**NMR shifts of 3-chloro-5-(trimethylsilyl)-4-pyranone against simple charge models**

The table holds unscaled GIAO ¹³C, ²⁹Si and ¹H shifts relative to TMS at PBE0/6-31G(d) on a GFN2-xTB geometry, without solvent, for a single conformer. The program fits the five ring-carbon shifts linearly to Hückel π charges, to summed neighbour electronegativities, to the number of bonds to oxygen, and to charge and electronegativity together. The π charge separates C5/C9 from C6/C8 but misses the carbonyl carbon by 10.7 ppm, and the electronegativity sum misses the chlorinated carbon by 18.1 ppm. The oxygen count fits best, with an rms residual of 2.0 ppm, while the joint fit fails under leave-one-out. The output also lists the steps between the groups and the pair differences that compare Cl with SiMe₃.

GIAO NMR shifts of 3-chloro-5-(trimethylsilyl)-4-pyranone relative to TMS at the same level, computed with PySCF 2.14.0 at PBE0/6-31G(d) on GFN2-xTB geometries from tblite 0.8.0, without solvent. Averaged shifts are Boltzmann-weighted over the conformers kept at 298.15 K, using PBE0-D3(BJ)/6-31G(d) energies with GFN2-xTB free-energy terms.

## Analysis program

```python
# Table: GIAO 13C, 29Si, 1H shifts (ppm vs TMS, unscaled) of C[Si](C)(C)c1cocc(Cl)c1=O; PySCF/tblite,
# PBE0/6-31G(d) on a GFN2-xTB geometry, gas phase, one conformer. Tested: ring 13C shift = a + b*x with
# x = Hueckel pi charge, summed neighbour electronegativity, or number of bonds to O; pair differences.
T = {
    'signal_atom': [1, 2, 5, 6, 8, 9, 11, 1, 6, 8],
    'signal_nucleus': ['13C', '29Si', '13C', '13C', '13C', '13C', '13C', '1H', '1H', '1H'],
    'signal_count': [3, 1, 1, 1, 1, 1, 1, 9, 1, 1],
    'signal_shift_in_conformer_1': [-1.5, 0.2, 124.7, 148.2, 146.1, 130.1, 163.8, 0.23, 7.37, 7.73],  # ppm
    'signal_averaged_shift': [-1.5, 0.2, 124.7, 148.2, 146.1, 130.1, 163.8, 0.23, 7.37, 7.73],  # ppm
}
import numpy as np
key = [(str(n), int(a)) for n, a in zip(T['signal_nucleus'], T['signal_atom'])]
S = dict(zip(key, map(float, T['signal_averaged_shift'])))
gap = max(abs(float(a) - float(b)) for a, b in zip(T['signal_averaged_shift'], T['signal_shift_in_conformer_1']))
ring = [5, 6, 8, 9, 11]
C = {a: S[('13C', a)] for a in ring}
y = np.array([C[a] for a in ring])
def huckel(h_ring=2.0, h_keto=1.0):  # rough recalled heteroatom h and k, units of beta; Si has no pi term
    at = [5, 6, 7, 8, 9, 10, 11, 12]
    ne = np.array([1, 1, 2, 1, 1, 2, 1, 1])
    M = np.diag([0, 0, h_ring, 0, 0, 2.0, 0, h_keto])
    for i, j, k in [(5, 6, 1), (6, 7, .8), (7, 8, .8), (8, 9, 1), (9, 10, .4), (9, 11, 1), (11, 5, 1), (11, 12, 1)]:
        M[at.index(i), at.index(j)] = M[at.index(j), at.index(i)] = k
    v = np.linalg.eigh(M)[1][:, -int(ne.sum()) // 2:]
    q = ne - 2 * (v ** 2).sum(axis=1)
    return np.array([q[at.index(a)] for a in ring])
def fit(*xs):
    A = np.column_stack([np.ones(5), *xs])
    c = np.linalg.lstsq(A, y, rcond=None)[0]
    loo = [y[i] - A[i] @ np.linalg.lstsq(np.delete(A, i, 0), np.delete(y, i), rcond=None)[0] for i in range(5)]
    return c, y - A @ c, np.array(loo)
chi = dict(C=2.6, H=2.2, O=3.4, Cl=3.2, Si=1.9)  # rough recalled Pauling values
nb = {5: ['Si'], 6: ['O', 'H'], 8: ['O', 'H'], 9: ['Cl'], 11: ['O']}  # non-carbon sigma neighbours
en = np.array([sum(chi[e] - chi['C'] for e in nb[a]) for a in ring])
nO = np.array([0, 1, 1, 0, 2.0])  # C=O counted twice
q = huckel()
F = {'pi charge': fit(q), 'electronegativity': fit(en), 'bonds to O': fit(nO), 'charge + electroneg.': fit(q, en)}
print(f'largest difference between the two shift columns: {gap:.2f} ppm')
print('rounding of the table: about 0.05 ppm (13C, 29Si), 0.005 ppm (1H)')
print('atom shift/ppm q_pi/e EN-sum nO | residual/ppm: charge, EN, nO, charge+EN')
for i, a in enumerate(ring):
    print(f'C{a:<3d}{y[i]:7.1f} {q[i]:+.3f} {en[i]:+.1f} {nO[i]:.0f} | ' + ' '.join(f'{f[1][i]:+6.1f}' for f in F.values()))
for n, (c, r, l) in F.items():
    w, wl = np.argmax(abs(r)), np.argmax(abs(l))
    print(f'{n}: intercept {c[0]:.1f} ppm, slope ' + ', '.join(f'{s:.1f}' for s in c[1:]) + ' ppm per unit')
    print(f'  rms {np.sqrt(np.mean(r**2)):.1f}, worst C{ring[w]} {r[w]:+.1f}; leave-one-out rms '
          f'{np.sqrt(np.mean(l**2)):.1f}, worst C{ring[wl]} {l[wl]:+.1f} ppm')
print(f'correlation of charge with nO {np.corrcoef(q, nO)[0, 1]:.2f}, with EN-sum {np.corrcoef(q, en)[0, 1]:.2f}')
a0, b0 = F['pi charge'][0]
print(f'charge slope / rough recalled 160 ppm per e: {b0 / 160:.2f}')
for hr, hk in [(1.5, 1.0), (2.5, 1.0), (2.0, 0.7), (2.0, 1.3)]:
    c, r, l = fit(huckel(hr, hk))
    print(f'h(ring O) {hr}, h(C=O) {hk}: slope {c[1]:.0f} ppm/e, rms {np.sqrt(np.mean(r**2)):.1f} ppm')
me = S[('13C', 1)]
print(f'methyl C1 (sp3, not fitted), charge model at q=0: {a0:.1f}, table {me:.1f}, miss {me - a0:+.1f} ppm')
lo, mid = (C[5] + C[9]) / 2, (C[6] + C[8]) / 2
print(f'pair means: C5/C9 {lo:.2f}, C6/C8 {mid:.2f} ppm; step {mid - lo:.2f} ppm')
print(f'C11 above C6/C8 mean {C[11] - mid:.2f} ppm; ring span C11-C5 {C[11] - C[5]:.1f} ppm')
print(f'smallest gaps between groups: C8-C9 {C[8] - C[9]:.1f}, C11-C6 {C[11] - C[6]:.1f} ppm')
print(f'C6-C5 {C[6] - C[5]:.1f} ppm')
print(f'C9-C5: table {C[9] - C[5]:+.1f}, charge model {b0 * (q[3] - q[0]):+.1f} ppm')
print(f'C8-C6: table {C[8] - C[6]:+.1f}, charge model {b0 * (q[2] - q[1]):+.1f} ppm')
dH = S[('1H', 8)] - S[('1H', 6)]
print(f"H8-H6 {dH:+.2f} ppm; mean ring H less methyl H {(S[('1H', 8)] + S[('1H', 6)]) / 2 - S[('1H', 1)]:.2f} ppm")
print(f"SiMe3 against TMS: C {me:+.1f}, H {S[('1H', 1)]:+.2f}, Si {S[('29Si', 2)]:+.1f} ppm")
print(f'C11 less rough recalled pyranone C=O near 180 ppm: about {C[11] - 180:+.0f} ppm')
assert gap < 0.005
assert max(C[5], C[9]) < min(C[6], C[8]) and max(C[6], C[8]) < C[11]
assert dH > 0 and C[8] < C[6]
assert b0 > 0
```

It prints:

```
largest difference between the two shift columns: 0.00 ppm
rounding of the table: about 0.05 ppm (13C, 29Si), 0.005 ppm (1H)
atom shift/ppm q_pi/e EN-sum nO | residual/ppm: charge, EN, nO, charge+EN
C5    124.7 -0.073 -0.7 0 |   -1.9   +1.0   -3.1   +2.7
C6    148.2 +0.202 +0.4 1 |   -5.2   +3.7   +1.9   -4.0
C8    146.1 +0.186 +0.4 1 |   -5.8   +1.6   -0.2   -4.9
C9    130.1 -0.059 +0.6 0 |   +2.2  -18.1   +2.3   -2.7
C11   163.8 +0.199 +0.8 2 |  +10.7  +11.8   -0.9   +8.8
pi charge: intercept 133.7 ppm, slope 97.7 ppm per unit
  rms 6.1, worst C11 +10.7; leave-one-out rms 9.3, worst C11 +16.2 ppm
electronegativity: intercept 136.9 ppm, slope 18.9 ppm per unit
  rms 9.9, worst C9 -18.1; leave-one-out rms 15.7, worst C9 -24.7 ppm
bonds to O: intercept 127.8 ppm, slope 18.4 ppm per unit
  rms 2.0, worst C5 -3.1; leave-one-out rms 3.5, worst C5 -5.5 ppm
charge + electroneg.: intercept 133.0 ppm, slope 80.2, 7.5 ppm per unit
  rms 5.2, worst C11 +8.8; leave-one-out rms 31.3, worst C5 +48.6 ppm
correlation of charge with nO 0.88, with EN-sum 0.58
charge slope / rough recalled 160 ppm per e: 0.61
h(ring O) 1.5, h(C=O) 1.0: slope 104 ppm/e, rms 6.0 ppm
h(ring O) 2.5, h(C=O) 1.0: slope 95 ppm/e, rms 6.0 ppm
h(ring O) 2.0, h(C=O) 0.7: slope 104 ppm/e, rms 6.4 ppm
h(ring O) 2.0, h(C=O) 1.3: slope 94 ppm/e, rms 5.9 ppm
methyl C1 (sp3, not fitted), charge model at q=0: 133.7, table -1.5, miss -135.2 ppm
pair means: C5/C9 127.40, C6/C8 147.15 ppm; step 19.75 ppm
C11 above C6/C8 mean 16.65 ppm; ring span C11-C5 39.1 ppm
smallest gaps between groups: C8-C9 16.0, C11-C6 15.6 ppm
C6-C5 23.5 ppm
C9-C5: table +5.4, charge model +1.3 ppm
C8-C6: table -2.1, charge model -1.5 ppm
H8-H6 +0.36 ppm; mean ring H less methyl H 7.32 ppm
SiMe3 against TMS: C -1.5, H +0.23, Si +0.2 ppm
C11 less rough recalled pyranone C=O near 180 ppm: about -16 ppm
```
